\noindent\textbf{Student:} My Si MOSFET sits at its resistance maximum. Surely a parallel field, which leaves the orbits alone, cannot change the slope there.

\noindent\textbf{Lecturer:} It changes the number of soft modes. Let $\rho=(e^2/\pi h)R_\square$, so the unit is $81.1$ k$\Omega$, and $\xi=-\ln(k_BT\tau/\hbar)$. Let $\gamma_2>0$ be the triplet amplitude for repulsion. The one-loop flow of Finkel'stein and Castellani--Di Castro--Lee, for $n_v$ degenerate valleys and without the Cooper-channel interaction, is
\begin{equation}
\frac{d\rho}{d\xi}=\rho^2a,\quad a=n_v+1-(4n_v^2-1)f(\gamma_2),\quad \frac{d\gamma_2}{d\xi}=\frac{\rho}{2}(1+\gamma_2)^2,
\end{equation}
with $f(\gamma)=\frac{1+\gamma}{\gamma}\ln(1+\gamma)-1$. The $n_v$ is weak localisation with $\tau_\varphi\propto1/T$, the 1 is the Coulomb singlet, and each other diffuson $\sigma_i\tau_j$ (spin times valley) gives $-f$. The maximum, $a=0$, lies at $f=2/3$, $\gamma_2=2.08$ for $n_v=1$, and at $f=1/5$, $\gamma_2=0.457$ for $n_v=2$. Rescaling $\rho\to\rho/\rho_{\max}$, $\xi\to\rho_{\max}\xi$ leaves the flow unchanged, so $\rho/\rho_{\max}$ depends only on $\rho_{\max}\ln(T/T_{\max})$. Now predict.

\noindent\textbf{Student:} A Zeeman splitting $\Delta_z\gg k_BT$ gaps every mode with $\sigma_{1,2}$, eight of sixteen. Those were antilocalising, so $a$ turns positive. But the field also kills weak localisation, which works the other way.

\noindent\textbf{Lecturer:} Not a parallel field in a thin layer. The equal-spin cooperons stay gapless and the opposite-spin pair cancelled anyway, so the 2 survives. A valley splitting $\Delta_v$ does the same with spin and valley exchanged. Both together, with $|\Delta_z-\Delta_v|\gg k_BT$, leave $\sigma_{0,3}\tau_{0,3}$. Intervalley scattering leaves $\sigma_i\tau_0$ and halves the cooperon term. A weak perpendicular field removes only cooperons. Switch each on at the maximum, with an assumed $\rho=0.10$ ($8.1$ k$\Omega$), and use $d\ln R/d\ln T=-\rho a$:

\begin{center}
\begin{tabular}{llrr}
change & $a$ & value & $d\ln R/d\ln T$\\ \hline
$\Delta_z$ or $\Delta_v$ & $3-7f$ & $1.6$ & $-0.16$\\
both & $3-3f$ & $2.4$ & $-0.24$\\
intervalley scattering & $2-3f$ & $1.4$ & $-0.14$\\
weak $B_\perp$ & $1-15f$ & $-2.0$ & $+0.20$
\end{tabular}
\end{center}

\noindent\textbf{Student:} A typical valley splitting is about 1 K, and I would assume $T_{\max}=3$ K. It cannot act at the maximum.

\noindent\textbf{Lecturer:} Then run down to it. Near the maximum $\rho$ is almost constant, so $1/(1+\gamma_2)=1/1.457-(\rho/2)\ln3$ and $\gamma_2=0.58$. There $a$ goes from $-0.7$ to $+1.3$. The reversal happens whenever $7f<3$, that is $\gamma_2<1.14$.

\noindent\textbf{Student:} So one splitting makes an insulator, or a new maximum at 1.14.

\noindent\textbf{Lecturer:} Neither, since the seven amplitudes separate. Take $\Delta_z$. Six modes $\sigma_{0,3}\tau_{1,2,3}$ share $\gamma$, and $\sigma_3\tau_0$ has its own $\tilde\gamma$. With $z$ the frequency renormalisation, the one-loop rules are
\begin{equation}
\frac{d\ln z}{d\xi}=\frac{\rho}{2}\sum_b\gamma_b,\qquad \frac{d\ln[z(1+\gamma_a)]}{d\xi}=m_a\rho\gamma .
\end{equation}
The sum runs over gapless modes with the singlet at $-1$, and $m_a$ counts gapless modes that anticommute with $a$, all of amplitude $\gamma$. With sixteen modes $m_a=8$, and $8\gamma-(15\gamma-1)/2=(1+\gamma)/2$ returns the symmetric flow. In the field $m_a=4$ for the six and $0$ for $\sigma_3\tau_0$:
\begin{align}
\frac{d\gamma}{d\xi}&=\frac{\rho}{2}(1+\gamma)(1+2\gamma-\tilde\gamma), &
\frac{d\tilde\gamma}{d\xi}&=\frac{\rho}{2}(1+\tilde\gamma)(1-6\gamma-\tilde\gamma),
\end{align}
and $a=3-f(\tilde\gamma)-6f(\gamma)$.

\noindent\textbf{Student:} You asserted those rules. Why trust them here?

\noindent\textbf{Lecturer:} Test a limit. At $\tilde\gamma=-1$, $f=-1$, so $a=2(2-3f)$ and $d\gamma/d\xi=(2\rho)(1+\gamma)^2/2$. That is two $n_v=1$ systems in parallel, each of resistance $2\rho$, with valley playing spin. The flow heads there: $\tilde\gamma$ falls, $\gamma$ grows, and the metallic slope returns.

\noindent\textbf{Student:} After how much rise?

\noindent\textbf{Lecturer:} Put $u=1+\gamma$ and $w=(1+\tilde\gamma)/u$. Then $du/d\xi=\rho u^2(2-w)/2$ and $d\ln w/d\xi=4\rho(1-u)$, which separate:
\begin{equation}
2\ln w-w+\frac{8}{u}+8\ln u=\text{const}.
\end{equation}
Start at $u_0=1.457$, $w=1$, $\rho=\rho_0$. Then $a$ vanishes at $\gamma=1.54$, $\tilde\gamma=-0.40$. Up to there
\begin{equation}
\ln\frac{\rho}{\rho_0}=\int\frac{2a\,du}{u^2(2-w)}=0.41,\qquad
\rho_0\Delta\xi=\int\frac{2\,du}{u^2(2-w)}\frac{\rho_0}{\rho}=0.33 .
\end{equation}
So $R$ grows by a factor $1.5$, and for $\rho_0=0.10$ this takes $\Delta\xi=3.3$, cooling by about 27. With intervalley scattering instead, $w$ is absent: $\int2(2-3f)u^{-2}du=0.59$ up to $\gamma_2=2.08$, a factor $1.8$.

\noindent\textbf{Student:} And both splittings recover still later?

\noindent\textbf{Lecturer:} Never. All four modes commute, so $m_a=0$, and three equal amplitudes obey $d\ln(1+\gamma)/d\xi=\rho(1-3\gamma)/2$. They fall to $1/3$, where $a=3-3f=2.55$, and $\rho$ climbs until one loop fails.

\noindent\textbf{Student:} How good is the 27?

\noindent\textbf{Lecturer:} Only as an order of magnitude. The flow really runs in $2\ln L$, with $zT\sim D/L^2$ and $D\propto1/\rho$, so $\ln(1/T)$ exceeds it by $\ln(z\rho)$. This is formally of higher order in $\rho$, like the two-loop terms, but not small. Since $z(1+\tilde\gamma)$ is conserved, $z$ grows by $1.457/0.60=2.4$, and $\ln(2.4\times1.5)=1.3$, against $3.3$. The first slope in the table shifts likewise, by the relative amount $\rho a+d\ln z/d\xi=0.16+0.11$. Signs are safe, sizes are good to roughly a third.

\noindent\textbf{Student:} Would my device show that second maximum?

\noindent\textbf{Lecturer:} Hardly. On the valley side, intervalley scattering, typically a few tenths of a kelvin, closes the window after about one e-fold, and in the field it gaps the six modes that bring the recovery. On the field side, with the typical $g=2$, $g\mu_BB=k_BT$ at 3 K needs $2.2$ T, and the gapped limit several times that. With typical $m=0.19\,m_e$ and an assumed $n=10^{11}$ cm$^{-2}$, $E_F=\pi\hbar^2n/2m=0.63$ meV, and free electrons polarise fully at $2E_F/g\mu_B=11$ T, interacting ones earlier. So 1.5 is the model's number, at fixed $\rho_0$. Dilute Si MOSFETs typically gain a factor of several or more in a strong parallel field, because polarisation also raises $\rho_0$ itself. The model falls short by that much in size, and what it predicts is the reversal of the slope.